Anatase, a form of titanium dioxide, has an indirect band gap: its highest filled level and its lowest empty level belong to electron waves of different wavevector. The band gap is the energy between these two levels. The least direct gap is the smallest energy between a filled and an empty level at the same wavevector. The problem is how both respond when the crystal is stretched with the ratio of its edges, c/a, held fixed.

Anatase TiO2 in Ansatz 0.2.0: PBE, PAW, plane waves to 420 eV, 10×10×10 k mesh, Fermi–Dirac smearing of 0.02 eV, no spin polarisation or spin–orbit coupling. The r2SCAN cell is strained uniformly, with the atoms relaxed in r2SCAN at each volume; c/a is for the conventional cell. Gaps are the least found on the mesh, at named k points and on any paths between them.

```tsv
volume (Å³/atom)	c/a	shortest distance (Å)	band gap (eV)	least direct gap (eV)
9.494	2.5368	1.808	2.302	2.776
9.707	2.5367	1.822	2.287	2.754
10.084	2.5368	1.848	2.257	2.705
10.402	2.5367	1.869	2.232	2.655
10.727	2.5368	1.890	2.204	2.599
11.059	2.5368	1.911	2.176	2.537
11.398	2.5368	1.933	2.149	2.472
11.743	2.5368	1.955	2.117	2.405
12.095	2.5367	1.976	2.086	2.336
12.455	2.5368	1.999	?	?
12.821	2.5368	2.017	?	?
```

**(a) How do the two gaps change in the nine completed rows, and what physics can account for it?**

*Solution.* Both gaps fall at every step of expansion. Between 9.494 and 12.095 Å³ per atom the band gap loses 0.216 eV and the least direct gap 0.44 eV, about twice as much. The excess of the direct gap over the band gap shrinks from 0.474 to 0.25 eV.

The filled levels near the gap are mainly oxygen 2p states, the empty ones mainly titanium 3d states. Two things hold them apart: the different electrostatic potentials at the two sites, and the mixing of p and d states, which pushes the filled levels down and the empty ones up. Both weaken as the atoms separate, so the two groups of levels approach each other. At the very edges of the gap the mixing is expected to be weak in anatase, so the electrostatic part may matter more there. This is an argument from theory; the table shows only that the net effect lowers the gaps, not what either part contributes.

Stretching also weakens the overlap between neighbouring atoms, and weaker overlap usually flattens bands. Flatter bands draw the highest filled level down and the lowest empty level up, which partly offsets the closing of the band gap. The direct gap lies away from these extremes, so it should gain less from this and fall faster. The excess of the direct gap measures how far the levels at its wavevector lie from the two band edges. Its shrinking fits this picture, but without the separate level energies one can't tell whether the filled or the empty band is responsible.

The bonds don't stretch equally, because the oxygen atoms were relaxed in each cell. From the first to the ninth row the four short bonds of each titanium atom grow by 9 %, the two long ones by only 4 %. The response of the gaps therefore includes this rearrangement.

**(b) Predict both gaps at 12.455 and 12.821 Å³ per atom.**

*Solution.* The change of a gap per unit of $\ln V$, with $V$ the volume, is called its deformation potential. Here it isn't constant: for the direct gap it goes from −1.18 eV at the compressed end to −2.29 eV at the stretched end. The simplest description that allows for this is

$$E = E_0 + a\,x + b\,x^2,\qquad x=\ln(V/V_0),$$

where $V_0$ = 11.398 Å³ per atom is the unstrained cell. It was fitted to the six known rows from 10.402 upwards, since a short expansion about $V_0$ shouldn't be asked to cover strong compression.

For the band gap at 12.455, $x=\ln(12.455/11.398)=0.0887$, and

$$E = 2.148 - 0.989\times0.0887 - 0.773\times0.0887^2 = 2.054\ \text{eV}.$$

The same steps give the other forecasts:

| Volume (Å³/atom) | Band gap (eV) | Least direct gap (eV) |
|---|---|---|
| 12.455 | 2.054 ± 0.01 | 2.262 ± 0.01 |
| 12.821 | 2.021 ± 0.02 | 2.187 ± 0.02 |

The ranges are a judgement that covers rounding and neglected higher terms. Both gaps should go on falling, the direct one faster, and the gap should stay indirect. One risk remains: if a filled level at another wavevector overtook the present highest one, the band gap would from then on fall faster than the old level alone would make it, and a fit to the known rows can't foresee that.

**(c) Compare the forecasts with the computed values.**

The withheld rows as computed:

```tsv
volume (Å³/atom)	c/a	shortest distance (Å)	band gap (eV)	least direct gap (eV)
12.455	2.5368	1.999	2.057	2.266
12.821	2.5368	2.017	2.023	2.195
```

*Solution.* All four values lie within their ranges, and the gap is still indirect. The band gap is missed by 0.003 eV in the first row and 0.002 eV in the second. Yet the feared overtaking did happen. The calculation also records where the highest filled level lies: up to 12.455 it is near the point X of wavevector space, but at 12.821 it is at another point, M. The last step of the band gap is also steeper, 0.034 eV after 0.029 eV, as an overtaking would make it. The bond lengths show no break that would explain it instead. The shortest distance does grow by only 0.018 Å in that step, after 0.023 Å in the one before, but this is because it passes to another kind of bond: at 12.821 the two formerly long bonds of each titanium atom measure 2.017 Å and the four formerly short ones 2.021 Å. Those four grow by about 0.022 Å, nearly as much as before. The close hit in the last row is partly luck, since the formula was fitted to a gap that starts from a different level.

The change also gives a hint about part (a). The least direct gap lies on the straight line from zero wavevector to M. If the filled band rises relative to the level near X along that whole line, and not only at M, this would help to explain why the direct gap falls faster. The level energies along the line would be needed to confirm it.

The hits are weak evidence for the curved formula. A constant deformation potential, the mean over the six fitted rows carried on from the ninth row, also misses the computed values by less than the same margins. For the band gap at 12.455 it is even the closer of the two. The two differ most in the direct gap at 12.821: the straight continuation gives 2.213 eV, the curved one 2.187 eV, and the calculation 2.195 eV. But a straight line with the steeper slope of the last three known rows, −2.29 eV, would give 2.202 eV and do about as well as the curve.

The miss of the curved formula there, 0.008 eV too low, has a pattern behind it. At 9.494, outside the fit, the formula puts the direct gap 0.03 eV too high. The deformation potential of the direct gap does grow in size with expansion, but more slowly towards the stretched end, and a quadratic formula can't follow that.

For practical use, 1 % more volume near the unstrained cell lowers the band gap by about 0.01 eV and the direct gap by about 0.02 eV. These are not pressure coefficients: with c/a fixed, the stress differs along the two axes, whereas a crystal under uniform pressure would adjust its shape. PBE also makes the gap itself too small, against a measured value of very roughly 3.2 eV. The complete fits are in the output below.

The analysis program printed:

```
fall of band gap from 9.494 to 12.095 (eV): 0.216
fall of direct gap from 9.494 to 12.095 (eV): 0.44
direct minus indirect gap at 9.494 (eV): 0.474
direct minus indirect gap at 12.095 (eV): 0.25
band gap slope per unit ln volume, 9.494 to 10.084 (eV): -0.7464
band gap slope per unit ln volume, 11.398 to 12.095 (eV): -1.061
direct gap slope per unit ln volume, 9.494 to 10.084 (eV): -1.178
direct gap slope per unit ln volume, 11.398 to 12.095 (eV): -2.291
axial Ti-O bond at 9.494 (angstrom): 1.922
axial Ti-O bond at 12.095 (angstrom): 2.005
growth of axial bond, 9.494 to 12.095 (percent): 4.3
growth of shortest bond, 9.494 to 12.095 (percent): 9.292
fit of band_gap on 6 rows (lv > -0.1): constant 2.148 +/- 0.00065, coefficient of lv -0.9888 +/- 0.011, coefficient of lv**2 -0.7728 +/- 0.19; rms 0.000763, worst 11.398 -0.00145, leave-one-out rms 0.00165
  rows outside the fit (model, value, miss): 9.494 2.302, 2.302, 0.000476; 9.707 2.286, 2.287, -0.000577; 10.084 2.257, 2.257, 8.13e-05; 12.455 2.054, 2.057, -0.00322; 12.821 2.021, 2.023, -0.00248
fit of least_direct_gap on 6 rows (lv > -0.1): constant 2.473 +/- 0.00057, coefficient of lv -2.189 +/- 0.0091, coefficient of lv**2 -2.04 +/- 0.17; rms 0.000659, worst 10.727 -0.00112, leave-one-out rms 0.00207
  rows outside the fit (model, value, miss): 9.494 2.804, 2.776, 0.0285; 9.707 2.771, 2.754, 0.0174; 10.084 2.71, 2.705, 0.00506; 12.455 2.262, 2.266, -0.00353; 12.821 2.187, 2.195, -0.0081
forecast separation of the gaps at 12.455 (eV): 0.2087
forecast separation of the gaps at 12.821 (eV): 0.1664
rival constant slope, band gap at 12.455 (eV): 2.058
rival constant slope, band gap at 12.821 (eV): 2.03
rival constant slope, direct gap at 12.455 (eV): 2.274
rival constant slope, direct gap at 12.821 (eV): 2.213
```
